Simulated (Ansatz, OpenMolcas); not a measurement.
**How methods differ on BN (SMILES B#N)**

BN has 2 atoms, charge 0, and is taken as a triplet. SMILES: `B#N`. The coordinates come from a PBE0-D4/def2-TZVP relaxation.

```
atom   x (Å)   y (Å)    z (Å)
   B  0.0000  0.0000  -0.0235
   N  0.0000  0.0000   1.2919
```

Quantity: the energy change with the B1–N2 bond stretched from 1.315 to 1.644 Å, in eV. The values are calculated.

| level | kind | program | value (eV) |
| --- | --- | --- | --- |
| UHF/3-21G | Hartree–Fock | Ansatz | 0.34 |
| U-revPBE/3-21G | GGA | Ansatz | 0.92 |
| UBLYP/3-21G | GGA | Ansatz | 0.94 |
| UB3LYP/3-21G | global hybrid | Ansatz | 1.13 |
| UBHLYP/3-21G | global hybrid | Ansatz | 1.02 |
| UPBE0/3-21G | global hybrid | Ansatz | 1.19 |
| UCAM-B3LYP/3-21G | range-separated hybrid | Ansatz | 1.22 |
| UCCSD(T)/3-21G | coupled cluster or CI | Ansatz | 1.16 |
| FCI/STO-3G | exact in the basis | OpenMolcas | 1.24 |

The first shape isn't each level's own minimum. The values span 0.34 to 1.24 eV. Spin contamination of the reference (⟨S²⟩ at least 0.1 too high) touches UHF/3-21G, UBHLYP/3-21G, UPBE0/3-21G, UCAM-B3LYP/3-21G, UCCSD(T)/3-21G. The coupled-cluster rows rest on a doubtful reference here (large T1 or Brueckner and Hartree–Fock orbitals at odds), and rows may lie in different states. All rows use very small basis sets, so even the best lies far from the true value.

Stretching the bond costs energy at every level, as expected for a short, polar multiple bond. In the lowest triplet of BN, one electron occupies a σ orbital and three occupy the π shell, so lengthening the bond weakens both σ and π overlap. The π part fades fastest because sideways overlap is more sensitive to distance.

Hartree–Fock stands apart at 0.34 eV, while all other rows lie between 0.92 and 1.24 eV. This gap probably reflects missing correlation in the compact bond, together with spin polarisation that lowers the energy of the stretched one. The two GGAs nearly coincide, and B3LYP lies above both, but the hybrids give no steady rise with the share of exact exchange: UBHLYP, with more of it than B3LYP, falls below it.

The closeness of the coupled-cluster and FCI values does not validate either, since FCI removes the correlation error only within STO-3G and is no reference for the 3-21G rows.
